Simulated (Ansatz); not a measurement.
# Strength of the Sn–C bond: C2H8O2Sn → CH5O2Sn + CH3

Species: C2H8O2Sn `C[O][SnH]([CH3])[OH]`, singlet; CH5O2Sn `C[O][SnH][OH]`, doublet; CH3 (methyl radical) `[CH3]`, doublet. 

Shapes, held fixed at every level: PBE0-D4/def2-TZVP. Flexible molecules stand in one conformer, not always the lowest. Programs: Ansatz 0.2.0. Electronic energies: no zero-point or thermal term.

| level | kind | ΔE (kJ/mol) | less CCSD(T)/def2-TZVPP |
| --- | --- | --- | --- |
| HF/def2-TZVPP | Hartree–Fock | +202.5 | -101.2 |
| r2SCAN-D4/def2-TZVPP | meta-GGA | +265.4 | -38.3 |
| B3LYP-D4/def2-TZVPP | global hybrid | +272.6 | -31.1 |
| PBE0-D4/def2-TZVPP | global hybrid | +288.6 | -15.1 |
| B2PLYP/def2-TZVPP | double hybrid | +282.5 | -21.2 |
| MP2/def2-TZVPP | perturbation theory | +318.7 | +15.0 |
| CCSD/def2-TZVPP | coupled cluster or CI | +296.2 | -7.5 |
| CCSD(T)/def2-TZVPP | coupled cluster or CI | +303.7 | 0.0 |

The highest level, CCSD(T)/def2-TZVPP, gives ΔE = +303.7 kJ/mol; the levels span +202.5 to +318.7. The column of differences is taken from that level and isn't an error. Hartree–Fock misses the correlation of the pair that is broken and comes out low. No measured value is set beside it here. Open shells run unrestricted unless RO is named. For atoms past krypton def2 sets carry core potentials with scalar relativity. Correlated rows may include outer-core shells of Sn, which these sets cover unevenly.

Homolysis of this Sn–C bond costs +303.7 kJ/mol at the highest level, which describes a sturdy covalent bond. Tin's diffuse 5s and 5p orbitals overlap less well with carbon than a second-period partner would, but the polarity of the bond adds to its strength. The electronegative oxygen substituents probably help too, by drawing tin p character towards themselves and leaving more s character for the bond to methyl.

Along the wavefunction series, MP2 overshoots the correlation contribution, CCSD pulls it back, and the triples restore a small part. That modest last step suggests that a single reference serves both the molecule and the radicals. All the density functionals bind more weakly than CCSD(T), with PBE0 closest. The share of exact exchange alone doesn't order them, since B2PLYP contains more than PBE0 yet gives a lower value. With only one substitution pattern computed, the effect of the oxygen ligands on the bond strength can't be isolated.
